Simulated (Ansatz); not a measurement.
## GaAs: the change of energy above lowest point and pressure with volume scale

Results calculated with Ansatz 0.2.0, not measured. Free energy against uniform scaling of the volume at fixed shape and fractions; periodic cell, basis, potentials, k mesh and filling as listed.

The cell before it is scaled or strained (space group F-43m, No. 216):
```
cell vectors (Å)
   0.0000     2.8268     2.8268
   2.8268     0.0000     2.8268
   2.8268     2.8268     0.0000
atoms (fractions of the cell vectors)
Ga  0.00000  0.00000  0.00000
As  0.25000  0.25000  0.25000
```

Settings of every row: functional PBE; dispersion none; potentials PAW; wave cutoff 550 eV; density cutoff 2200 eV; k mesh 8x8x8; k shift 0x0x0; occupations fixed; smearing width 0 eV; spin none.

Limits: bands overlap under fixed occupations.

```
row  volume scale  V (Å³/atom)  energy above lowest point (meV/atom)  pressure (GPa)
  1           0.9        20.33                                 121.7           13.37
  2         0.925       20.894                                  80.1           10.31
  3          0.95       21.459                                  48.6            7.64
  4         0.975       22.024                                  25.8            5.31
  5             1       22.588                                  10.8            3.27
  6         1.025       23.153                                   2.5            1.49
  7          1.05       23.718                                     0           -0.06
  8         1.075       24.283                                   2.6           -1.32
  9           1.1       24.847                                     ?               ?
```

Question: what energy above lowest point and pressure should row 9 give?

Worked fit of energy above lowest point. Take u = (V_r/V)^(2/3) − 1 with V_r = 22.306 Å³ an atom, which is twice the finite (Eulerian) strain; such expansions in the strain, on which the Birch-Murnaghan equation of state is built, carry the rest volume and the bulk modulus. The shown rows have u = 0.06379, 0.04456, 0.02614, 0.00852, -0.00834, -0.02454, -0.04009, -0.05504. Least squares give energy above lowest point = 17.44 + 888.5 × u + 11456 × u² + 3760 × u³ meV/atom; a parabola predicts inner rows, each left out in turn, worse (root mean square 0.2 against 0.045 meV/atom). All shown rows lie on it to the printed digit. Its lowest point lies at u = -0.0395, or V = 23.7 Å³ an atom, and the curvature there gives the bulk modulus at fixed shape and fractions, B = (4/9)(1 + u)² E″(u)/V = 61 GPa. The withheld row has u = -0.0694, so the fit gives 17.44 + 888.5 × (-0.0694) + 11456 × (-0.0694)² + 3760 × (-0.0694)³ = 9.7 meV/atom.

The calculation gave 9.4 meV/atom. The fit lies 0.3 meV/atom (3.2 % of the value, 0.25 % of the column's range) above it; its largest miss of a shown row is 0.0 meV/atom. This row lies beyond the range of the fit.

Worked fit of pressure. Take u = (V_r/V)^(2/3) − 1 with V_r = 22.306 Å³ an atom, which is twice the finite (Eulerian) strain; such expansions in the strain, on which the Birch-Murnaghan equation of state is built, carry the rest volume and the bulk modulus. The shown rows have u = 0.06379, 0.04456, 0.02614, 0.00852, -0.00834, -0.02454, -0.04009, -0.05504. Least squares give pressure = 4.245 + 120.7 × u + 350 × u² GPa; a straight line predicts inner rows, each left out in turn, worse (root mean square 0.4 against 0.019 GPa). The rows lie off it by 0.00, -0.01, 0.00, 0.01, 0.01, 0.00, -0.03, 0.02. The pressure vanishes at u = -0.0398, or V = 23.71 Å³ an atom, and there the bulk modulus at fixed shape and fractions is B = −V dP/dV = (2/3)(1 + u) dP/du = 59.5 GPa. The withheld row has u = -0.0694, so the fit gives 4.245 + 120.7 × (-0.0694) + 350 × (-0.0694)² = -2.45 GPa.

The calculation gave -2.51 GPa. The fit lies 0.06 GPa (2.4 % of the value, 0.38 % of the column's range) above it; its largest miss of a shown row is 0.03 GPa. This row lies beyond the range of the fit.
